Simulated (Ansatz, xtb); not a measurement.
## Relative energy of two isomers of C5H5OPS

Structure X is `CC(=O)C1=CP=CS1`, a singlet and structure Y is `CC(=O)C1=PC=CS1`, a singlet. Both are isolated molecules in the gas phase, relaxed with r2SCAN-D4/def2-SVP; the shapes shown needn't be the lowest conformers.

X (Å):

```xyz
13

C     1.2525    0.6290    0.8583
C     0.8737   -0.8298    0.7629
C    -0.0513   -1.2219   -0.3309
C    -0.6335   -0.4299   -1.3011
C    -1.4782   -2.7624   -1.7637
O     1.2979   -1.6663    1.5406
P    -1.7031   -1.2050   -2.4783
S    -0.4618   -2.9054   -0.4066
H     0.3577    1.2555    1.0025
H     1.9361    0.7625    1.7058
H     1.7421    0.9668   -0.0690
H    -0.4330    0.6457   -1.3329
H    -1.9473   -3.6843   -2.1216
```

Y (Å):

```xyz
13

C    -0.4051    0.5837    0.1302
C    -0.2717   -0.8886   -0.1839
C    -1.2131   -1.8175    0.4875
C    -2.9756   -3.1076    1.8061
C    -2.2797   -4.0499    1.0832
O     0.5705   -1.3137   -0.9575
P    -2.4751   -1.4259    1.6149
S    -1.0125   -3.4858    0.0846
H    -0.2825    0.7654    1.2098
H     0.3597    1.1368   -0.4294
H    -1.4066    0.9504   -0.1461
H    -3.7990   -3.3999    2.4656
H    -2.4703   -5.1273    1.0952
```

Q: Estimate which is lower in electronic energy at CCSD(T)/def2-SVP + ΔMP2/def2-TZVPP, and by roughly how much.

A: Too close to call at this level: CCSD(T)/def2-SVP + ΔMP2/def2-TZVPP gives E(Y) − E(X) = −0.60 kcal/mol.

Level by level:

```csv
level,geometry,E(Y) − E(X) (kcal/mol),departure from the last row (kcal/mol),"job, with rough time for the two"
GFN2-xTB,GFN2-xTB,−2.82,−2.22,"optimisation, 0.15 s"
HF/STO-3G,GFN2-xTB,−0.61,0.00,"single point, 0.46 s"
r2SCAN-D4/def2-SVP//GFN2-xTB,GFN2-xTB,−0.55,+0.06,"single point, 4 s"
r2SCAN-D4/def2-SVP,r2SCAN-D4/def2-SVP,−0.88,−0.28,"optimisation, 27 s"
HF/def2-SVP,r2SCAN-D4/def2-SVP,−0.49,+0.12,part of the CCSD(T) run
MP2/def2-SVP,r2SCAN-D4/def2-SVP,−0.94,−0.34,part of the CCSD(T) run
CCSD(T)/def2-SVP,r2SCAN-D4/def2-SVP,−0.60,0.00,single point
CCSD(T)/def2-SVP + ΔMP2/def2-TZVPP,r2SCAN-D4/def2-SVP,−0.60,,"single point, 81 s"
```

As drawn, both hold the same kinds of bond in the same numbers.

The largest departure from CCSD(T)/def2-SVP + ΔMP2/def2-TZVPP is that of GFN2-xTB, 2.22 kcal/mol. The last row adds to CCSD(T) the change of the MP2 difference between the two basis sets, here 0.00 kcal/mol.

With thermal terms from frequencies at re-optimised GFN2-xTB minima (ideal gas, soft modes damped towards free rotors, one conformer each, 298.15 K, 1 atm): on the last row, ΔE + ΔZPE = −0.67, ΔH = −0.57, ΔG = −0.89 kcal/mol.

The correlated steps freeze 16 core orbitals. Codes used: Ansatz 0.2.0, xtb 6.7.1; the last row on 4 threads of Arm Neoverse V2 on a shared host.

The two isomers are 1,3-thiaphospholes that differ only in where the acetyl group sits: on the ring carbon between sulfur and phosphorus in Y, and on the carbon on the other side of sulfur in X. Every level puts Y slightly lower, but the preference is too small to settle the order. The near-degeneracy probably reflects the similarity of C=P and C=C π bonds as conjugation partners for the carbonyl. In both structures the acetyl carbon is attached next to sulfur, and the carbonyl oxygen lies on the sulfur side, so donation from the sulfur lone pair and the close S···O contact should largely cancel. What remains is a subtle balance of π polarisation and the methyl group's different neighbour, phosphorus in Y and a C–H group in X. Hartree–Fock already gives −0.49 kcal/mol, which suggests that correlation contributes almost equally to the two isomers. GFN2-xTB exaggerates the preference, perhaps through its approximate description of phosphorus in the conjugated ring. The small energy difference does not imply easy interconversion, which would require breaking strong bonds.
